**Examination question: photoionisation of a 5p electron in Yb²⁺**

The table gives the photoionisation cross section $\sigma$ (in kilobarn, 1 kb $=10^{-21}$ cm²) and the asymmetry parameter $\beta$ of subshell O2 of Yb²⁺ against photon energy $E$, from a relativistic independent-particle calculation. O2 is the $5p_{1/2}$ subshell, with two electrons, and its threshold in this calculation is 51.366 eV. For linearly polarised light $\beta$ is defined by $d\sigma/d\Omega=(\sigma/4\pi)\,[1+\beta P_2(\cos\theta)]$, where $\theta$ is the angle between the electron's direction and the polarisation.

Radial Dirac-Fock and Kohn-Sham solver 5: independent-particle photoionisation of Yb2+ ([Xe] 4f14), subshell O2. All orbitals from the initial ion's Dirac-Hartree-Slater potential with a Latter tail, threshold from Dirac-Fock Delta-SCF. Cross section with all multipoles, in length form near threshold and velocity form far above; beta from the dipole term alone.

```tsv
photon energies (eV)	cross section (kb)	beta
97.2	204.9	1.231
156	53.70	0.053
173	43.98	-0.044
177	42.27	-0.053
240	27.98	0.167
294	22.78	0.465
581	12.36	1.293
707	10.02	1.429
995	6.689	1.587
1190	5.293	1.639
1230	5.061	1.647
1340	4.493	1.666
1970	2.516	1.713
2730	1.456	1.717
5070	0.4508	1.660
8820	0.1364	1.554
17600	0.02557	n/a
25700	0.009398	n/a
28400	0.007154	n/a
46100	0.001820	n/a
52300	0.001261	n/a
115000	0.0001194	n/a
121000	0.0001023	n/a
```

(a) Describe the shape of both curves, using the local slope $d\ln\sigma/d\ln E$.

(b) Name the outgoing waves that dipole absorption reaches, and find what range of $d$-wave share is compatible with a given $\beta$. Work the row at 2730 eV in full and compare it with the row at 177 eV.

(c) Explain the behaviour between about 100 and 600 eV, and say how far the table establishes the explanation.

(d) Explain why the fall steepens above 600 eV, and compare the slope at 121000 eV with the nonrelativistic Born law.

(e) Predict what would change for a $2p$, a $5s$ and a $5p_{3/2}$ subshell.

**Model answer**

*(a) Shape.* The cross section falls at each of the 22 steps, so there is no minimum, but it does not fall as one power of $E$. The slope is $-2.83$ on average over the first interval, 97.2 to 156 eV, flattens step by step to $-0.90$ between 294 and 581 eV, and then steepens at every further step to about $-3.0$. The shoulder is large: a factor 1.60 in energy costs a factor 3.82 in $\sigma$ over the first interval, while a factor 1.98 costs only 1.84 over the flattest one.

The asymmetry parameter drops from 1.231 at 97.2 eV to $-0.053$ at 177 eV, changing sign between 156 and 173 eV and again between 177 and 240 eV. Its true minimum lies somewhere between 173 and 240 eV. It then climbs to a broad maximum, 1.717 at 2730 eV among the rows, and declines slowly. The dip in $\beta$ lies below the flattest stretch of $\sigma$, an order that part (c) has to explain.

*(b) Two waves.* A dipole photon changes $l$ by one unit and $j$ by at most one, so $p_{1/2}$ goes to $s_{1/2}$ or $d_{3/2}$ and nowhere else. An $s$ wave alone leaves the ion equally in all directions, which is $\beta=0$. The $d$ wave alone favours the polarisation axis moderately and gives $\beta=1$. When both are present their amplitudes add, and since the $d$ amplitude has opposite signs along and across the axis, the cross term moves intensity towards the axis or away from it. It has the form $P_2$ and integrates to zero over angles, so it enters $\beta$ and leaves $\sigma$ untouched.

With signed radial dipole integrals $R_s$, $R_d$ and the phase difference $\Delta$ of the two continuum waves, the Cooper-Zare formula for $l=1$ reads

$$\sigma\propto R_s^2+2R_d^2,\qquad \beta=\frac{2R_d^2-4R_sR_d\cos\Delta}{R_s^2+2R_d^2}.$$

Let $f=2R_d^2/(R_s^2+2R_d^2)$ be the $d$ share of the dipole cross section. Then $f(1-f)=2R_s^2R_d^2/(R_s^2+2R_d^2)^2$, and the interference term has the size $\sqrt{8f(1-f)}\,|\cos\Delta|$. Since $|\cos\Delta|\le 1$, $(\beta-f)^2\le 8f(1-f)$, that is $9f^2-(8+2\beta)f+\beta^2\le 0$, and $f$ lies between the roots

$$f_\pm=\frac{(\beta+4)\pm\sqrt{(\beta+4)^2-9\beta^2}}{9}.$$

At 2730 eV, $\beta+4=5.717$, whose square is 32.68, and $9\beta^2=9\times1.717^2=26.53$. The difference is 6.15 with root 2.48, so $f$ lies between $(5.717-2.48)/9=0.36$ and $(5.717+2.48)/9=0.91$. Both waves are needed, the $d$ wave with at least a third of the strength and the $s$ wave with at least 9 %, and they interfere so as to pile intensity along the axis. The same holds, with other bounds, in all 11 rows where $\beta$ exceeds 1.

At 177 eV the roots are 0.0004 and 0.877. The $d$ wave may be practically absent, or it may carry most of the cross section with its anisotropy cancelled by interference. What the row fixes is the other end: the $s$ wave supplies at least $1-0.877=0.123$ of 42.27 kb, about 5 kb. Nothing is fitted here, to this row or any other.

*(c) The dip and the shoulder.* The standard cause of such a pair of features is a Cooper minimum. The $5p$ radial function has three nodes and alternating lobes, and $R_d$ is its overlap with the continuum $d$ function, weighted by $r$. At low energy the large outer lobe rules the integral. As the energy rises the continuum wavelength shortens, its nodes move inward across that lobe, and positive and negative contributions begin to cancel. At high energy the outer lobe averages out and the inner region sets the sign. If the two signs differ, $R_d$ passes through zero on the way. The scale is plausible: at 177 eV the electron has 125.6 eV of kinetic energy, the output gives $\eta=Z/k=23.04$, so the wavenumber is $k=70/23.04=3.0$ per bohr and the asymptotic wavelength $2\pi/k$ is about 2 bohr. Half a wavelength, about 1 bohr, is thus of the size expected for the outer lobe of a $5p$ orbital, though the run gives no radius and the ion's attraction makes the local wavelength shorter there. Such zeros are usual in the $l\to l+1$ channel of noded orbitals and unusual in $l\to l-1$.

Three consequences can be held against the table. First, near a zero at $E_0$ the $d$ part of $\sigma$ goes as $(E-E_0)^2$ on top of a smoothly falling $s$ part. Below $E_0$ both parts fall and the slope is steep. At $E_0$ the $d$ part has neither value nor derivative, so the slope is that of the $s$ wave. Above $E_0$ the $d$ part grows while the $s$ part still falls, and the sum is flattest. That is the observed order: steep below 156 eV, $-1.93$ to $-1.36$ across the dip, flattest above 294 eV. Second, $\sigma$ need not show a minimum, since the $s$ wave fills the hole. On this reading it would carry all of the few tens of kilobarn at $E_0$.

Third, with $x=R_d/R_s$ small, $\beta\approx 2x^2-4x\cos\Delta$. This parabola vanishes at $x=0$ and at $x=2\cos\Delta$ and is negative in between, so a Cooper zero crossed at a steady phase away from quadrature brings two sign changes of $\beta$ and a negative pocket, as in the table. At fixed phase the exact minimum over $x$ obeys $\cos^2\Delta=-\beta(1-\beta)/2$. For $\beta=-0.053$ this is $0.053\times1.053/2=0.028$, so $|\cos\Delta|$ is at least 0.17. If the pocket is not much deeper between 177 and 240 eV, a Cooper zero there goes with waves nearly in quadrature.

The signs add a condition that does follow from the numbers. A value $\beta>1$ requires $x\cos\Delta<0$, and $\beta<0$ requires $x\cos\Delta>0$. The product is therefore negative at 97.2 eV, positive at 173 and 177 eV, and negative again at 581 eV: it changes sign at least twice. One zero of $R_d$ supplies a single change. The other must come from $\cos\Delta$, from $R_s$ or from a second zero of $R_d$. A passage of $\cos\Delta$ through zero in the same energy range would suit the shallow pocket, but this is a guess.

The table thus shows the dip, the shoulder, their order and two sign changes of the interference term. Theory argues that a Cooper zero produces all but one of these together. It is not proven, because at $\beta=0$ the bound allows any $f$ from 0 to 0.89, and a phase that swings through quadrature and back could give the dip with a sizeable $d$ wave. That account would need a separate cause for the shoulder, since the phase does not enter $\sigma$, which is the reason to prefer the Cooper zero. The direct test is the sign of $R_d$ on either side of the dip, and it has not been made here. Which of the two crossings of $\beta$ is the zero is likewise open.

*(d) High energy.* A photon brings much energy and little momentum, so the fast electron's momentum has to be present in the bound orbital already, and large momenta are found only close to the nucleus. At 2730 eV, $k=70/4.99=14$ per bohr and the wavelength is below half a bohr, so the outer lobe contributes little. Each rise in energy selects a smaller region holding less of the $5p$ density, so $\sigma$ falls. The fall steepens because the enclosed share shrinks ever faster on the way in: gently among the outer lobes, but roughly as $r^5$ inside the innermost lobe of a nonrelativistic $p$ orbital. If the shoulder is due to a Cooper zero, the end of the $d$ wave's recovery adds to the steepening just above it.

In the Born limit the outgoing electron is a plane wave and $\sigma\propto (k/E)\,|k\,\phi(k)|^2$, where $\phi$ is the orbital in momentum space. Its tail is set by the Coulomb singularity at the nucleus and goes as $k^{-(l+4)}$. With $E\propto k^2$ this gives $\sigma\propto E^{3/2-1-(l+4)}=E^{-(l+7/2)}$, an exponent of $-4.5$ for a $p$ electron. The last interval, ending at 121000 eV, has slope $-3.04\pm0.02$, about 1.5 units short. The uncertainty is that from the rounding of $\sigma$ alone: the interval is narrow, and a ripple of one per cent in $\sigma$ would shift the slope by 0.2. The much wider interval before it gives $-2.99$, so the shortfall does not hang on the last point.

The law fails because its conditions are never met together at $Z=70$. A plane wave needs $\eta=Z/k\ll1$, or a kinetic energy far above $Z^2\,\mathrm{Ry}=66.7$ keV. The full nuclear charge is the relevant one because absorption happens inside the screening cloud. But $\eta$ falls below 1 only in the last two rows and is still 0.74 at the end. The Coulomb distortion lowers $\sigma$ relative to the Born value by a factor that recovers as $\eta$ shrinks, which makes the slope shallower. By the time $\eta$ is near 1 the problem is no longer nonrelativistic or dipole: at the last row $v/c=0.59$ and the photon wavenumber times $a_0/Z$ is 0.46, so higher multipoles add strength. Also, the small component of a $p_{1/2}$ spinor has $l=0$ and does not vanish at the nucleus, and with $Z\alpha=0.51$ it lends the orbital some $s$-like, more slowly falling tail. All three effects are expected to make the slope shallower. Their presence is argued from the ratios quoted, and the table does not divide the gap among them. The exponent $-4.5$ is not the limit of a Dirac calculation in any case, since the relativistic photoeffect falls only as $1/E$ once $E$ is far above $mc^2$.

The decline of $\beta$ by 0.163 between 2730 and 8820 eV is far above the rounding, whereas the top is so flat (1.713 and 1.717) that the maximum can only be placed between 1970 and 5070 eV. Higher multipoles cannot be the cause of the decline, because $\beta$ is taken from the dipole term alone. It reflects a drift of $x$ or of $\Delta$, and one number per row cannot say which.

*(e) Neighbours,* all argued and none tested here. A $2p$ orbital has no radial node and is not expected to show a Cooper zero, so neither dip nor shoulder. A $5s$ electron reaches only $p$ waves, and no second $l$ fills a zero. If the $p$ waves have a zero above threshold, only the spin-orbit offset between $p_{1/2}$ and $p_{3/2}$ keeps the dipole cross section from vanishing, so $\sigma$ should show a true minimum and $\beta$, otherwise close to 2, should plunge there. The $5p_{3/2}$ subshell has four electrons and two $d$ channels whose zeros need not coincide, so a similar shoulder with a shifted dip is expected. At the highest energies it should fall faster than $5p_{1/2}$, its small component having $l=2$.

**Remarks on the reasoning**

One slip is to read $\beta\approx0$ as proof of a pure $s$ wave. The implication runs one way only, and the 177 eV row shows how little the converse gives. The opposite slip is to deny a Cooper minimum because $\sigma$ never turns up: the zero belongs to one channel, and in the sum it may appear only as a change of slope.

The bound on $f$ predicts no value of $\beta$. The Cooper-Zare form is the angular algebra of any central-field dipole calculation, so the fact that every $\beta$ lies between $-1$ and 2 tests nothing. The bound is useful where $\beta$ is near its extremes and nearly empty in the dip, where it is most wanted. It refers to the dipole part of $\sigma$, which is a safe identification at 177 eV. At 8820 eV, where $v/c=0.18$, the real angular distribution leans forward and $\beta$ alone no longer describes it.

The position and depth of the dip are properties of this model. A cancellation is sensitive to the potential, and here the orbitals come from the unrelaxed local potential of the initial ion while the threshold is a relaxed Dirac-Fock energy. More seriously, the electrons are independent. The fourteen $4f$ electrons ionise far more strongly in this range, and the $4d$ threshold is expected not far from the dip in $\beta$. Coupling to such channels can reshape a weak $5p$ channel, most of all where its own amplitude is small. For the same reason the curve passes the inner-shell edges without a jump: it describes one subshell, not the total absorption. It begins 45.8 eV above threshold and supports no statement about the region below. The calculation changes from the length to the velocity form along the curve and may ripple by a few per cent far above threshold, but the slopes steepen in all 16 steps above the shoulder and reveal no kink at this spacing.

The slopes, bounds and ratios for every row are in the printed output that follows.

The analysis program printed:

```
slope = dln(sigma)/dln(E) to the next row, +- from rounding of sigma; beta rounded to 0.0005
d share = range allowed by Cooper-Zare (pure s: beta 0, pure d: beta 1); eta = Z/k
   E/eV  Ekin/eV   slope     +-    beta   d share range    eta
   97.2     45.8   -2.83  0.001   1.231  0.1696-0.993    38.14
  156.0    104.6   -1.93  0.002   0.053  0.0003-0.900    25.24
  173.0    121.6   -1.73  0.010  -0.044  0.0002-0.879    23.41
  177.0    125.6   -1.36  0.001  -0.053  0.0004-0.877    23.04
  240.0    188.6   -1.01  0.002   0.167  0.0034-0.923    18.80
  294.0    242.6   -0.90  0.001   0.465  0.0248-0.967    16.58
  581.0    529.6   -1.07  0.005   1.293  0.1880-0.988    11.22
  707.0    655.6   -1.18  0.002   1.429  0.2331-0.973    10.08
  995.0    943.6   -1.31  0.001   1.587  0.2959-0.946     8.41
 1190.0   1138.6   -1.36  0.006   1.639  0.3198-0.933     7.65
 1230.0   1178.6   -1.39  0.002   1.647  0.3237-0.931     7.52
 1340.0   1288.6   -1.50  0.001   1.666  0.3330-0.926     7.19
 1970.0   1918.6   -1.68  0.002   1.713  0.3575-0.912     5.89
 2730.0   2678.6   -1.89  0.001   1.717  0.3596-0.911     4.99
 5070.0   5018.6   -2.16  0.001   1.660  0.3300-0.928     3.64
 8820.0   8768.6   -2.42  0.001   1.554  0.2817-0.953     2.76
17600.0  17548.6   -2.64  0.001       -         -         1.95
25700.0  25648.6   -2.73  0.001       -         -         1.61
28400.0  28348.6   -2.83  0.001       -         -         1.53
46100.0  46048.6   -2.91  0.005       -         -         1.20
52300.0  52248.6   -2.99  0.001       -         -         1.13
115000.0 114948.6   -3.04  0.018       -         -         0.76
121000.0 120948.6       -      -       -         -         0.74
sigma falls in 22 of 22 steps; first/last = 2.00e+06 over E ratio 1245
sigma ratio 97.2/156 eV = 3.82 (E ratio 1.60); 294/581 eV = 1.84 (E ratio 1.98)
flattest slope -0.90 at 294-581 eV; slope flattens in 5 of 5 steps below, steepens in 16 of 16 above
beta changes sign in: 156-173 eV, 177-240 eV
first sign change, linear interpolation: about 165 eV
lowest beta -0.053 at 177 eV (minimum within 173-240 eV); drop from first row 1.284
smallest |cos D| that can give this lowest beta: 0.17
highest beta 1.717 at 2730 eV (maximum within 1970-5070 eV); fall to 8820 eV 0.163
rows with beta above 1 (both waves needed): 11 of 16; rows without beta: 7
d share allowed at beta = 0 exactly: 0.00 to 0.89
Born exponent -(l+7/2) = -4.5; last slope -3.04; gap 1.46
Z^2 Ry = 66.7 keV; Z alpha = 0.51
E = 2730 eV: electron v/c = 0.10, photon wavenumber x a0/Z = 0.010
E = 8820 eV: electron v/c = 0.18, photon wavenumber x a0/Z = 0.034
E = 121000 eV: electron v/c = 0.59, photon wavenumber x a0/Z = 0.464
```
